**Hand rules for the 2p Slater integrals of fluorine-like ions, In40+ to Cs46+**

The table holds $F^0$ and $G^2$ between 2p1/2 and 2p3/2 and the two mean radii from configuration-averaged Dirac-Coulomb Hartree-Fock calculations at the basis limit. The program tests screened hydrogenic rules, $F^0=4.943(Z-4)[1+0.269(Z\alpha)^2]$ eV and $G^2=2.392(Z-4.4)$ eV, a parameter-free radius rule, and variants with no relativistic factor or with a screened charge in it. Both rules reproduce the table to about 0.1 %, while the radius rule holds to 0.2 % for $F^0$ and overshoots $G^2$ by 4 to 5 %. The mismatch of the two radii accounts for only 0.25 to 0.4 % of $G^2$. Exact Dirac hydrogenic orbitals, with and without small components, indicate that the small components cancel the gain of $G^2$ from contraction and show where the first order in $(Z\alpha)^2$ fails.

Nine-electron ions, [He] 2s2 2p5, computed with B-spline radial code 1: Dirac-Coulomb Hartree-Fock for the average of the nl configuration, at the basis-set limit, with a Fermi nucleus. F0 and G2 are unscreened Slater integrals between the 2p1/2 and 2p3/2 orbitals, with large and small components included; <r> is the mean radius of an orbital.

## Program and output

```python
# Table: Slater integrals F0, G2 (2p1/2,2p3/2) and <r> of F-like ions, B-spline radial code, Dirac-Coulomb HF, nl average.
# Tested: screened hydrogenic rules with a first-order (Z alpha)^2 factor, a radius rule, and causes of the low G2/F0.
T = {
    'ion': ['In40+', 'Sn41+', 'Sb42+', 'Te43+', 'I44+', 'Xe45+', 'Cs46+'],
    'Z': [49, 50, 51, 52, 53, 54, 55],
    'charge': [40, 41, 42, 43, 44, 45, 46],  # e
    'F0_2p12_2p32': [230.22, 235.66, 241.13, 246.63, 252.15, 257.69, 263.26],  # eV
    'G2_2p12_2p32': [106.8, 109.17, 111.54, 113.91, 116.28, 118.65, 121.01],  # eV
    'ratio_G2F0': [0.464, 0.463, 0.463, 0.462, 0.461, 0.46, 0.46],
    'r_2p12': [0.10513, 0.10259, 0.10016, 0.097818, 0.095568, 0.093402, 0.091316],  # bohr
    'r_2p32': [0.10996, 0.10752, 0.10518, 0.10294, 0.10079, 0.098726, 0.096741],  # bohr
}
import numpy as np
from scipy.constants import alpha, physical_constants as pc
from scipy.integrate import cumulative_trapezoid as ct, trapezoid as tz
Eh = pc['Hartree energy in eV'][0]
ion = T['ion']
Z, F, G, r1, r3 = (np.array(T[k], float) for k in ['Z', 'F0_2p12_2p32', 'G2_2p12_2p32', 'r_2p12', 'r_2p32'])
x = (Z*alpha)**2; rb = (r1+r3)/2; cF = 93/512*Eh; cG = 45/512*Eh; a = 43/160
pe = lambda m, t: 100*(m/t-1)
row = lambda s, v, f='%.3f': print(s, ' '.join(f % u for u in v))
print('rows', *ion)
print('cF %.4f cG %.4f eV per Z; 5cF %.3f 5cG %.3f eV bohr; a %.4f; 45/93 %.4f' % (cF, cG, 5*cF, 5*cG, a, 45/93))
print('rounding floor: F0 %.4f%% G2 %.4f%% radii up to %.4f%%' % (0.5/F.min(), 0.5/G.min(), 5e-4/r1[2]))
print('rise first->last: F0 %.2f%% G2 %.2f%% mean r %.2f%%' % (pe(F[-1], F[0]), pe(G[-1], G[0]), pe(rb[-1], rb[0])))
row('F0 steps eV', np.diff(F), '%.2f'); row('G2 steps eV', np.diff(G), '%.2f')
row('x=(Z alpha)^2', x, '%.4f'); row('G2/F0', G/F, '%.4f'); row('G2/F0 vs 45/93 %', pe(G/F, 45/93), '%.2f')
row('r1/r3 table', r1/r3, '%.4f'); row('r1/r3 first order 1-27x/80', 1-27*x/80, '%.4f')
row('radius rule F0=5cF/rmean err %', pe(5*cF/rb, F)); row('radius rule G2=5cG/rmean err %', pe(5*cG/rb, G))
sF = Z-F/cF/(1+a*x); sN = Z-F/cF; sG = Z-G/cG
row('sigma F0 with 1+ax', sF); row('sigma F0 nonrel', sN); row('sigma G2 nonrel', sG)
row('RULE F0 sigma=4 err %', pe(cF*(Z-4)*(1+a*x), F)); row('RULE G2 sigma=4.4 err %', pe(cG*(Z-4.4), G))
row('F0 fitted sigma %.3f err %%' % sF.mean(), pe(cF*(Z-sF.mean())*(1+a*x), F))
row('G2 fitted sigma %.3f err %%' % sG.mean(), pe(cG*(Z-sG.mean()), G))
row('F0 Slater sigma 3.8 err %', pe(cF*(Z-3.8)*(1+a*x), F))
row('alt F0 nonrel sigma %.3f err %%' % sN.mean(), pe(cF*(Z-sN.mean()), F))
ss = np.linspace(2, 6, 4001); m = lambda s: cF*(Z-s)*(1+a*((Z-s)*alpha)**2)
sb = ss[np.argmin([np.sum(pe(m(s), F)**2) for s in ss])]
row('alt F0 x at Z-sigma, sigma %.3f err %%' % sb, pe(m(sb), F))
for i in (0, 5):
    f, g = cF*(Z[i]-4)*(1+a*x[i]), cG*(Z[i]-4.4)
    print('worked %s: nonrel %.2f factor %.4f F0 %.2f (diff %.2f) G2 %.2f (diff %.2f) eV ratio %.4f'
          % (ion[i], cF*(Z[i]-4), 1+a*x[i], f, f-F[i], g, g-G[i], g/f))
S2 = (2*np.sqrt(r1*r3)/(r1+r3))**10; dG = -pe(G, 5*cG/rb)
row('G2 deficit below radius rule %', dG); row('loss from radius mismatch 1-S^2 %', 100*(1-S2))
# further outputs of the same runs: F0, F2 of (2p3/2,2p3/2) for In, Cs; small-component weights for Sn, Te, Xe
F033 = np.array([225.1431, 255.8896]); F233 = np.array([107.68, 122.3975]); e = [0, -1]
row('2p3/2 F2/F0 In Cs', F233/F033, '%.4f'); row('2p3/2 F2/F0 vs 45/93 %', pe(F233/F033, 45/93), '%.2f')
row('G2/F2(3/2) In Cs; F2 vs 5cG/r3 % In Cs', list(G[e]/F233)+list(pe(F233, 5*cG/r3[e])))
row('small weight 2p1/2 Sn Te Xe; x/16', [0.007493054, 0.008184408, 0.00891063]+list(x[[1, 3, 5]]/16), '%.4f')
r = np.logspace(-5, np.log10(90), 30000)  # r in units of 1/Z bohr
def orb(z, k):
    nr = 2-abs(k); g = np.sqrt(k*k-(z*alpha)**2); N = np.sqrt(nr*nr+2*nr*g+k*k); ep = (nr+g)/N
    p = 2*r/N; b = p**g*np.exp(-p/2); M = (N-k)*(1-nr*p/(2*g+1))
    P, Q = np.sqrt(1+ep)*b*(M-nr), np.sqrt(1-ep)*b*(-M-nr); n = np.sqrt(tz(P*P+Q*Q, r))
    return P/n, Q/n
R = lambda u, v, k: tz((u*ct(v*r**k, r, initial=0)+v*ct(u*r**k, r, initial=0))/r**(k+1), r)
def dirac(z):
    (P, Q), (p, q) = orb(z, 1), orb(z, -2); L = P*p/np.sqrt(tz(P*P, r)*tz(p*p, r)); o = P*p+Q*q
    rm = tz((P*P+Q*Q+p*p+q*q)*r, r)/10
    return R(P*P+Q*Q, p*p+q*q, 0)*512/93, R(o, o, 2)*512/45, R(L, L, 2)*512/45, rm
print('Dirac hydrogenic / nonrel: Z, F0, G2, G2 large only, rmean, 1+ax, G2*rmean deficit %')
for z in (5, 20, 49, 55, 80):
    d = dirac(z); print(z, '%.4f %.4f %.4f %.4f %.4f %.2f' % (*d, 1+a*(z*alpha)**2, 100*(1-d[1]*d[3])))
row('coefficient of x (Z=5): F0 G2 G2large rmean', (np.array(dirac(5))-1)/(5*alpha)**2)
for s in (0, 4):
    u, v = dirac(Z[0]-s), dirac(Z[-1]-s)
    print('Dirac ratio change In->Cs at Z-%d: %.2f%%; table %.2f%%' % (s, pe(v[1]/v[0], u[1]/u[0]), pe(G[-1]/F[-1], G[0]/F[0])))
assert np.all(np.diff(F) > 0) and np.all(np.diff(G) > 0) and np.all(np.diff(G/F) < 0)
assert np.all(abs(pe(5*cF/rb, F)) < 0.5)
assert np.all(dG > 4*100*(1-S2))
assert np.ptp(sF) < np.ptp(sN)/5
```

Output:

```
rows In40+ Sn41+ Sb42+ Te43+ I44+ Xe45+ Cs46+
cF 4.9427 cG 2.3916 eV per Z; 5cF 24.713 5cG 11.958 eV bohr; a 0.2687; 45/93 0.4839
rounding floor: F0 0.0022% G2 0.0047% radii up to 0.0050%
rise first->last: F0 14.35% G2 13.31% mean r -12.57%
F0 steps eV 5.44 5.47 5.50 5.52 5.54 5.57
G2 steps eV 2.37 2.37 2.37 2.37 2.37 2.36
x=(Z alpha)^2 0.1279 0.1331 0.1385 0.1440 0.1496 0.1553 0.1611
G2/F0 0.4639 0.4633 0.4626 0.4619 0.4612 0.4604 0.4597
G2/F0 vs 45/93 % -4.13 -4.26 -4.40 -4.55 -4.69 -4.84 -5.00
r1/r3 table 0.9561 0.9541 0.9523 0.9502 0.9482 0.9461 0.9439
r1/r3 first order 1-27x/80 0.9568 0.9551 0.9533 0.9514 0.9495 0.9476 0.9456
radius rule F0=5cF/rmean err % -0.184 -0.177 -0.175 -0.174 -0.171 -0.167 -0.164
radius rule G2=5cG/rmean err % 4.112 4.266 4.421 4.582 4.747 4.914 5.095
sigma F0 with 1+ax 3.969 3.968 3.966 3.961 3.957 3.953 3.948
sigma F0 nonrel 2.422 2.322 2.215 2.102 1.985 1.864 1.738
sigma G2 nonrel 4.344 4.353 4.362 4.371 4.380 4.389 4.403
RULE F0 sigma=4 err % -0.068 -0.069 -0.073 -0.081 -0.088 -0.094 -0.102
RULE G2 sigma=4.4 err % -0.125 -0.102 -0.081 -0.060 -0.040 -0.021 0.005
F0 fitted sigma 3.960 err % 0.020 0.018 0.011 0.002 -0.007 -0.015 -0.025
G2 fitted sigma 4.372 err % -0.062 -0.041 -0.021 -0.001 0.017 0.035 0.061
F0 Slater sigma 3.8 err % 0.376 0.366 0.352 0.335 0.320 0.306 0.289
alt F0 nonrel sigma 2.093 err % 0.708 0.480 0.251 0.019 -0.210 -0.438 -0.667
alt F0 x at Z-sigma, sigma 3.714 err % 0.080 0.056 0.029 -0.001 -0.030 -0.057 -0.086
worked In40+: nonrel 222.42 factor 1.0344 F0 230.06 (diff -0.16) G2 106.67 (diff -0.13) eV ratio 0.4636
worked Xe45+: nonrel 247.13 factor 1.0417 F0 257.45 (diff -0.24) G2 118.62 (diff -0.03) eV ratio 0.4608
G2 deficit below radius rule % 3.950 4.092 4.234 4.382 4.531 4.684 4.848
loss from radius mismatch 1-S^2 % 0.252 0.275 0.298 0.325 0.353 0.383 0.415
2p3/2 F2/F0 In Cs 0.4783 0.4783
2p3/2 F2/F0 vs 45/93 % -1.16 -1.15
G2/F2(3/2) In Cs; F2 vs 5cG/r3 % In Cs 0.992 0.989 -0.984 -0.981
small weight 2p1/2 Sn Te Xe; x/16 0.0075 0.0082 0.0089 0.0083 0.0090 0.0097
Dirac hydrogenic / nonrel: Z, F0, G2, G2 large only, rmean, 1+ax, G2*rmean deficit %
5 1.0004 1.0000 1.0003 0.9996 1.0004 0.04
20 1.0059 0.9999 1.0040 0.9943 1.0057 0.59
49 1.0368 0.9980 1.0234 0.9649 1.0344 3.71
55 1.0469 0.9969 1.0292 0.9555 1.0433 4.75
80 1.1068 0.9855 1.0557 0.9024 1.0916 11.07
coefficient of x (Z=5): F0 G2 G2large rmean 0.275 -0.004 0.190 -0.269
Dirac ratio change In->Cs at Z-0: -1.08%; table -0.91%
Dirac ratio change In->Cs at Z-4: -0.97%; table -0.91%
```
